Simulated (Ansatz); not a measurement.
**A correction line for PBE-D4/def2-TZVPP: vertical ionisation energy**

The vertical ionisation energy (cation less neutral) in eV of 7 P-containing molecules: x at PBE-D4/def2-TZVPP, y at CCSD(T)/def2-TZVPP. Shapes, held fixed at every level: PBE0-D4/def2-TZVP. Flexible molecules stand in one conformer, not always the lowest. Programs: Ansatz 0.2.0.

```
                         molecule  x (eV)  y (eV)
P4S3 (tetraphosphorus trisulfide)    8.80    9.04
           PH2(PH2) (diphosphine)    8.94    9.14
                        PH3(InH3)    9.49    9.88
           P4 (SMILES P12P3P1P23)    9.53    9.60
                        PH3(GaH3)    9.88       ?
                  PH3 (phosphine)   10.50   10.54
     PF3 (phosphorus trifluoride)   11.68   12.07
```

Question: Fit y = c + s·x to the known rows and predict y for PH3(GaH3).

Answer: 
1. Means of the 6 rows: x = 9.8233, y = 10.045.
2. Σ(Δx)² = 5.9297, Σ(Δx·Δy) = 6.1081, so the slope is 6.1081/5.9297 = 1.0301.
3. Intercept: 10.045 − (1.0301) × 9.8233 = -0.074. The largest residual of the fit is 0.20.
4. PH3(GaH3): -0.074 + 1.0301 × 9.88 = 10.10 eV.

CCSD(T)/def2-TZVPP gives 10.35 eV, so the prediction is off by -0.25 eV, about the largest residual. Uncorrected, PBE-D4/def2-TZVPP misses it by -0.47 eV, and the other rows by 0.22 on average. The line removes about 50 % of this miss. Left out in turn, the other rows are missed by 0.20 eV on average, hardly better than no correction. Cations run unrestricted. T1 is large for P4S3 (0.022), so single-reference values are less sure there. For atoms past krypton def2 sets carry core potentials with scalar relativity. Relativity is left out for Ga. Outer-core shells of Ga, In are correlated, in sets that cover them unevenly.

PBE-D4 lies below CCSD(T) for every molecule, but the gap doesn't follow the ionisation energy itself. It is small for phosphine and P4 and large for PF3 and both adducts, so a line with a slope near one does little more than add an average shift. That shift is too large for phosphine and too small for PH3(GaH3) and PH3(InH3).

The adducts differ from phosphine in kind. Their phosphorus lone pair is tied up in a dative bond, so the electron probably leaves orbitals with much metal–hydrogen bonding character, and a hole spread over several such bonds may be overstabilised by PBE. In PF3 the ionised orbital is still largely the phosphorus lone pair, held more tightly because fluorine withdraws electron density, which accounts for its high ionisation energy.

The miss for PH3(GaH3) therefore suggests a correction that depends on bonding type, though a single adduct among the fitted rows can't establish a separate line for such complexes.
